**Problem: size and stiffness of period-6 metals held in the hcp structure**

A bulk modulus is an energy density, and 1 eV/Å³ is about 160 GPa. An atom in a metal fills 10 to 100 Å³, so one electronvolt per atom in the largest cells gives a modulus of a few GPa. Tens of electronvolts in the smallest cells give hundreds of GPa.

Period-6 metals without the lanthanides, each relaxed in the hcp structure. Ansatz 0.2.0, PBEsol, plane-wave PAW, scalar-relativistic, no spin polarisation, cutoff 420 eV, Fermi-Dirac smearing of width 0.1 eV. Volume, bulk modulus and its pressure derivative come from an equation of state over scaled cell volumes, the neighbour distance from the relaxed cell.

```csv
element,Z,valence electrons,k mesh,"volume per atom, PBEsol (Å³)","bulk modulus, PBEsol (GPa)","bulk modulus pressure derivative, PBEsol","neighbour distance, PBEsol (Å)"
Cs,55,1,8×8×4,109.50,2.05,3.21,5.385
Ba,56,2,10×10×5,57.81,8.30,2.42,4.340
La,57,3,11×11×6,34.41,26.6,2.45,3.660
Ta,73,5,14×14×7,18.13,201,3.65,2.863
W,74,6,15×15×7,16.04,298,4.04,2.753
Ir,77,9,15×15×8,14.11,383,5.04,2.708
Pt,78,10,15×15×8,15.13,282,5.34,2.732
Au,79,11,14×14×8,17.03,171,5.89,2.864
Hg,80,12,19×19×10,23.63,30.7,9.27,3.190
Tl,81,3,17×17×10,28.57,36.5,5.42,3.406
Pb,82,4,12×12×6,29.80,47.7,4.89,3.476
Bi,83,5,12×12×6,29.98,60.8,4.54,3.485
```

Here $V$ is the volume per atom at the energy minimum, $B=-V\,dP/dV$ the bulk modulus at zero pressure $P$, $B'=dB/dP$ its pressure derivative and $d$ the neighbour distance. $Z$ is the atomic number and $z$ the valence count by group. Of these elements only Tl is hcp at ambient conditions, so the other rows are model crystals, held in their symmetry and perhaps dynamically unstable. All rows are computed without spin polarisation or zero-point motion. All PBEsol runs used datasets made for PBE and carried a warning to that effect. The printed analysis after the text gives the row-by-row values.

**(a) How much of the gain in stiffness from Cs to Ir comes from size alone?**

*Solution.* Writing $B=(BV)/V$ separates an energy per atom from a volume. The volume shrinks by $109.50/14.11=7.8$, while $BV$ grows from 1.40 to 33.73 eV. The energy thus supplies a factor of 24, and the product is the factor of 187 between the two moduli. In this split the volume is the smaller factor, but the split does not separate causes, because $BV$ itself changes with volume. In an electron gas at fixed count, derived in part (b), $B\propto V^{-5/3}$, and the same shrinkage alone would give a factor of about 30. The share of size thus depends on the model chosen.

A power law fitted to all twelve rows gives $B\propto V^{-2.55}$. It holds within 40 % of the fitted value for eleven rows, and Hg reaches only 0.38 of it. It also misses the direction of the trend from Tl to Bi, so it serves as a rough scale and not as a cause.

**(b) Does a gas of free valence electrons give the right modulus?**

*Solution.* In the limit of free electrons with density $n=z/V$, the energy per atom is $\tfrac35 zE_F$, and the Fermi energy $E_F=\hbar^2(3\pi^2n)^{2/3}/2m$ scales as $V^{-2/3}$. Differentiation gives $P=\tfrac25 nE_F$ and $B=\tfrac53P=\tfrac23 nE_F$, with nothing fitted. For Cs, with $z=1$:

$$n=\frac{1}{109.50}=0.00913\ \text{Å}^{-3},\qquad E_F=3.81\,(3\pi^2 n)^{2/3}=1.59\ \text{eV},$$

$$B=\tfrac23\times0.00913\times1.59\times160=1.55\ \text{GPa}.$$

The table has 2.05 GPa, 1.32 times the estimate. The gas leaves out the attraction to the ions, which lowers $B$, and the ion cores, which raise it. The agreement is therefore one of magnitude.

Cs is the only row stiffer than the gas at the group count, and Au shows why the count fails for d metals. Treating all eleven electrons as free makes the computed modulus 0.09 of the gas value, while counting the 6s electron alone makes it 4.95 times the gas value. The result lies between the limits: by the standard picture, d electrons are too localised to act as a gas but overlap enough to bind and to resist compression. Equal counts also hide different orbitals and sizes, for Bi has 0.30 of the modulus of Ta although both have $z=5$.

**(c) Where does d-band filling put the smallest atom, and does the table agree?**

*Solution.* The Friedel model spreads ten d states evenly over a band of width $W$ centred on the atomic level. Filling $N$ of them from the bottom gives

$$E_\text{bond}=\int_{-W/2}^{E_F}\varepsilon\,\frac{10}{W}\,d\varepsilon=-\frac{W}{20}\,N(10-N).$$

The empty and the full band give no bond, and half filling gives the strongest, because states above the centre are antibonding. A stronger bond pulls the atoms together, so the radius $r=(3V/4\pi)^{1/3}$ should follow $a-cN(10-N)$. With one s electron per atom, $N=z-1$, and the minimum falls at W.

The table contradicts this symmetric form, since Ir and Pt are both smaller than W. Fitted to Ta, W, Ir, Pt and Au, it returns $c$ near zero and an rms error in $r$ of 0.045 Å. A second effect adds to the first: each step in $Z$ brings a d electron that screens the new nuclear charge incompletely, so the orbitals contract along the row. A term $bN$ for this lowers the rms error to 0.0027 Å and moves the minimum to

$$N=5-\frac{b}{2c}=5+\frac{0.0592}{2\times0.0132}=7.2,\quad\text{group }8.2 .$$

A group-8 neighbour of Ir should then be about as small as Ir or slightly smaller, an interpolation that holds only as far as the form does, across a gap with no row at groups 7 and 8 and over cells whose axial ratios differ (1.78 for Ta and W, 1.67 for Au). Three constants on five rows describe any parabola, so the fit shows a shifted minimum and leaves its cause to the argument above. The linear term also trades against the assumed s count, which strips $b$ of separate meaning. La, left out of the fit because it precedes the filling of the 4f shell, is 0.16 Å larger than the curve. That sign suits the lanthanide contraction, but extrapolation error is mixed into the number.

**(d) Why does the modulus collapse from Au to Hg and then rise to Bi?**

*Solution.* Hg has 1.39 times the volume of Au and 0.18 of its modulus, and $BV$ drops from 18.18 to 4.53 eV. Most of this drop persists in Tl, whose p shell is open and whose $BV$ is only 6.51 eV. The larger part therefore suits the loss of the d contribution of part (b) as the full 5d shell sinks and contracts, though the table doesn't resolve orbitals. The closed $6s^2$ shell can account for what is left, the deficit of Hg against Tl: bonding and antibonding s states fill alike, and binding rests on mixing with the 6p band, which the relativistic lowering of 6s makes harder. This is standard physics, and the table has no non-relativistic run to test it. The closed-shell limit is not reached, since in the compressed cells the bands overlap by about 2 eV and the density of states at the Fermi level is as large as in Au. That density grows as Hg is squeezed, as a widening s-p overlap would make it. For so weak a bond the absence of a dispersion term and of spin-orbit coupling can matter a good deal.

From Tl to Bi the volume grows by 5 % while the modulus grows by a factor of 1.67. Each added electron raises $BV$ by about 2.4 to 2.5 eV, as bonding p states fill towards the half-filled shell. The gas with s and p electrons follows this rise better than the gas with p electrons alone, since the ratio of computed to gas modulus falls only from 0.40 to 0.31 in the first case and more than threefold in the second. In magnitude the p-only count is the closer one, with ratios of 2.50, 1.10 and 0.72, so the gas can't decide how inert the 6s pair is. Spin-orbit coupling, which splits the 6p shell strongly, is absent here and could change the steps.

**(e) What does $B'$ say about the repulsion between atoms?**

*Solution.* Take an energy $A V^{-\mu}-C V^{-\nu}$, whose two pressure terms share one size $K$ at equilibrium. Then $B=K(\mu-\nu)$ and $V\,dB/dV=-K[(\mu+1)^2-(\nu+1)^2]$, which gives $B'=\mu+\nu+2$. For powers $m=3\mu$ and $n=3\nu$ of the distance this reads $B'=(m+n+6)/3$.

Two limiting models help to read the table, though Ba and La fall below the range between them and the table value for Hg lies above it. Kinetic repulsion against Coulomb attraction has $m=2$, $n=1$ and $B'=3$, and closed shells with a 12-6 potential have $B'=8$. Cs, at 3.21, sits near the first limit, perhaps by cancellation: the limit omits the ion cores, and on this mesh the entropy term of Cs rises under compression, where that of a gas would fall. From Ta to Hg, $B'$ rises at every step, from 3.65 to the neighbourhood of the second limit. A steeper repulsion as the d shell fills would suit this rise, but it can't be the whole cause: Tl, Pb and Bi also have full 5d shells, and their $B'$ falls from 5.42 to 4.54 as the p bond strengthens.

Ba and La, at 2.42 and 2.45, lie below the soft limit, and the computed pressures confirm such low values. Something must absorb the compression. Transfer of electrons from the rising s band into the d band is the usual explanation, and it remains untested here.

**(f) Which rows would respond most to a change of the smearing?**

*Solution.* With width $\sigma$ and a smooth density of states $g$ at the Fermi level, the entropy term is $TS=\tfrac{\pi^2}{3}\sigma^2 g$. The free energy $F$ and the extrapolated energy are related by $E_0=F+TS/2$. Their minima differ by $\Delta V/V\approx\frac{1}{2B}\,d(TS)/dV$, which is large where the crystal is soft and $g$ changes with volume.

Slopes taken at 0.96 of the cell volume give $+0.73$ % of the volume for Ba, $+0.47$ % for La and $-0.37$ % for Cs, against at most 0.2 % in size for the other rows. Halving $\sigma$ would quarter these shifts if $g$ is smooth. The table uses $E_0$, which removes this leading term, but a cell relaxed exactly to zero stress would keep it. The relaxed cells here don't show the shift cleanly: that of Cs is larger than the fitted minimum although its shift is negative, so residual stress outweighs the smearing.

The same entropy checks the picture of part (c). It gives $g=1.62$ states per eV and atom for Pt and 0.37 for Au, at volumes 13 % apart, too close to explain the drop. This is the drop that occurs when the Fermi level leaves the d band.

**(g) Which digits can be trusted, and why do Ta and Au share a distance but not a volume?**

*Solution.* A Birch-Murnaghan curve through the three computed pressures on the compressed side, corrected to zero smearing, gives a second reading of each row. Apart from Hg, $B$ agrees within 1.3 % of the table value and $B'$ within 0.16. $B$ is therefore good to a per cent or two: the third figure is doubtful, and the second can move by one unit, as in Bi. The first decimal of $B'$ is uncertain by at least one or two units, and the second means nothing. Three points fix three unknowns exactly, so this is a consistency check, and it says nothing about mesh, cutoff, datasets or the Birch-Murnaghan form that both readings share.

For Hg the pressures give $B'=8.07$ against 9.27, with $B$ higher by 4.9 %. The two constants trade against each other in a fit, and a third-order form is strained by so anharmonic a curve. Hg has the largest $B'$ on either reading, but whether it exceeds the 12-6 value is undecided.

An hcp cell with edges $a_0$ and $c_0$ has $V=\tfrac{\sqrt3}{4}a_0^2c_0$, so the distance fixes the volume only at a known axial ratio. With $d=a_0$, Ta has $c_0/a_0=1.78$ and Au 1.67, which accounts for the larger volume of Ta at the same distance. Close packing requires $V\sqrt2/d^3\ge1$, yet Cs and La give about 0.99. The La cell shows the reason: $d$ belongs to the relaxed cell, 0.80 % larger than the fitted minimum. Volume is thus the safer measure of size, with the limit that the scans hold the axial ratio fixed. In Pt at 0.88 of the cell volume this leaves a stress of 52 GPa in the basal plane against 48 GPa along the axis. The unscaled Tl cell also keeps a difference of 0.2 GPa between the two directions, about half a per cent of its modulus, so its axial ratio is not fully relaxed.

Numerical output:

```
power law, all rows: B ~ V^-2.55 (gas at fixed count: -1.67); worst Hg
el   B*V[eV]  B/power  B/gas(group count)  m+n=3B'-6  V*sqrt2/d^3
Cs     1.40     1.26        1.32             3.6      0.9917
Ba     2.99     1.00        0.58             1.3      1.0001
La     5.71     0.86        0.40             1.4      0.9926
Ta    22.74     1.26        0.44             4.9      1.0926
W     29.83     1.37        0.39             6.1      1.0872
Ir    33.73     1.27        0.21             9.1      1.0048
Pt    26.63     1.12        0.14            10.0      1.0493
Au    18.18     0.92        0.09            11.7      1.0252
Hg     4.53     0.38        0.02            21.8      1.0295
Tl     6.51     0.73        0.40            10.3      1.0226
Pb     8.87     1.06        0.35             8.7      1.0034
Bi    11.38     1.38        0.31             7.6      1.0017
B/gas, s only (Au, Hg) or p only: Au 4.95, Hg 0.48, Tl 2.50, Pb 1.10, Bi 0.72
ratios V|B: Ir/Cs 0.13|187, Hg/Au 1.39|0.18, Bi/Tl 1.05|1.67, Tl/La 0.83|1.37, Bi/Ta 1.65|0.302, Au/Ta 0.94|0.851
r=a-cN(10-N): a,c(,b) = 1.5570 -0.0005 A; rms 0.0454 A
  residual[A]: Ta +0.060 W -0.006 Ir -0.066 Pt -0.027 Au +0.039 | unfitted La +0.452 Hg +0.229
r=a-cN(10-N)+bN: a,c(,b) = 2.1867 0.0132 -0.0592 A; rms 0.0027 A
  residual[A]: Ta -0.003 W +0.004 Ir -0.002 Pt -0.001 Au +0.001 | unfitted La +0.161 Hg +0.099
smallest radius at group 8.2 (one row left out: 8.2-8.3; symmetric: 6)
from three pressures at zero smearing; g = states/eV/atom at the Fermi level, volume x 0.96
el  V0/V(unscaled)  B-table[%]  B'(stress)  minus table  smearing dV[%]    g
Cs      0.9914         +1.0        3.07       -0.14         -0.37     1.26
Ba      0.9978         -0.5        2.57       +0.15         +0.73     1.57
La      0.9918         +0.3        2.48       +0.03         +0.47     1.74
Ta      1.0009         +0.1        3.61       -0.04         +0.08     1.20
W       0.9990         +0.7        3.95       -0.09         +0.06     1.03
Ir      0.9984         +0.8        4.88       -0.16         +0.09     1.06
Pt      0.9989         +0.6        5.23       -0.11         +0.14     1.62
Au      1.0003         +1.3        5.75       -0.14         +0.04     0.37
Hg      1.0026         +4.9        8.07       -1.20         -0.20     0.37
Tl      0.9993         -0.2        5.48       +0.06         +0.11     0.42
Pb      0.9992         -0.2        4.86       -0.03         +0.07     0.54
Bi      0.9975         -1.1        4.68       +0.14         +0.11     0.50
La unscaled cell: c/a 1.633, V 34.69 A^3 (+0.80% on table), d 3.660 A
Tl unscaled cell: c/a 1.595, V 28.60 A^3 (+0.10% on table), d 3.406 A
Pt unscaled cell: c/a 1.715, V 15.14 A^3 (+0.08% on table), d 2.732 A
c/a taking d = a: Ta 1.78, W 1.78, Pt 1.71, Au 1.67, Hg 1.68
rounding: V <0.035%, r <0.0002 A, B <0.3%, B' 0.005, V*sqrt2/d^3 <0.0009
```
